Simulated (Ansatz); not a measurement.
## A film clamped to a substrate in VN$_{2}$

Level of theory: DFT PBE, scalar-relativistic, plane waves, PAW (Ansatz). Settings: plane waves to 420 eV, k-mesh 16×16×16 (Γ-centred), Gaussian smearing 0.15 eV. No spin polarisation. Energies are free energies at this smearing, counted from the undisturbed cell; pressure is positive in compression.

Zero of the scan (relaxed at this level; with this scan's settings it stands at 0.1 GPa):

```
CELL_PARAMETERS angstrom
-2.15335 2.15335 2.48424
2.15335 -2.15335 2.48424
2.15335 2.15335 -2.48424
ATOMIC_POSITIONS crystal
V 0.25000 0.25000 0.00000
V 0.75000 0.75000 0.00000
N 0.11357 0.61357 0.72715
N 0.61357 0.88643 0.50000
N 0.88643 0.38643 0.27285
N 0.38643 0.11357 0.50000
```

The cell (6 atoms, V0 = 46.08 Å³) is strained by p along both x and y and by q along z, fractional coordinates fixed. τp = (1/V0) ∂E/∂p = (σxx + σyy)(1 + p)(1 + q) and τq = (1/V0) ∂E/∂q = σzz(1 + p)², with tension positive.

```csv
p,q,ΔE (meV/atom),τp (GPa),τq (GPa)
0.000,0.000,0.00,0.08,-0.24
-0.025,0.000,28.11,-48.25,-9.14
0.025,0.000,25.63,41.65,5.47
0.000,-0.025,9.86,-6.88,-16.89
0.000,0.025,7.79,7.57,12.71
```

**Question.** Get the second derivatives of the energy density.

**Answer.** Central differences give A = ∂τp/∂p = 1798 GPa (C11 + C22 + 2 C12), C = ∂τq/∂q = 592 GPa (C33) and the cross term B = ∂τq/∂p = 292 GPa (C13 + C23); ∂τp/∂q = 289 GPa must equal B, and any difference shows higher-order terms. The ions are clamped.

**Question.** A film of this crystal grows with z along the normal on a substrate that imposes p. How does its thickness respond, and what does the misfit cost?

**Answer.** Count p and q from the stress-free cell. A free surface needs τq = 0, so q = −(B/C) p = -0.49 p. The energy density left is (A − B²/C) p²/2 = M p², with the biaxial modulus M = 827 GPa; a misfit of 1 % costs 3.96 meV/atom, against 4.31 meV/atom if the thickness were held.

At p = 0.050 the energies along q are 119.7 (q = -0.050), 97.1 (q = -0.025), 97.3 (q = 0.000), 116.3 (q = 0.025), 150.2 (q = 0.050) meV/atom.

**Question.** Does the linear rule hold at this misfit?

**Answer.** A parabola through the lowest point and its neighbours has its minimum at q = -0.013, 94.4 meV/atom. With the stress left in the starting cell, τp0 and τq0, linear elasticity gives q = −(τq0 + Bp)/C = -0.024 and E = V0(τp0 p + τq0 q + Ap²/2 + Bpq + Cq²/2)/N = 99.6 meV/atom. The two agree within a tenth in energy.

Forces appear on the atoms along this scan, and letting them relax would lower the energy and soften the response. In a metal these slopes depend on the k mesh and the smearing.

The agreement in energy at the larger misfit hides a failure of the linear rule for the thickness: the scan puts the minimum at q = -0.013, where linear elasticity predicts -0.024. Energy is flat around its minimum, so it tests the Poisson response only weakly. The cause is already visible in the small-strain data, where in-plane compression changes τq from -0.24 to -9.14 GPa but equal tension only to 5.47 GPa. The central difference averages over this asymmetry and so overstates the contraction of a stretched film; under compressive misfit the thickness should probably respond more strongly than the linear rule says.

Such behaviour is expected of bonds whose repulsion steepens on shortening and whose restoring force weakens on stretching. The N–N pairs lie in the film plane, so with fixed fractional coordinates p strains these stiff covalent bonds directly, whereas q does not, which probably adds appreciably to A. Because A combines C11, C22 and C12, its size relative to C33 does not establish that the crystal is stiffer in the plane than along z.
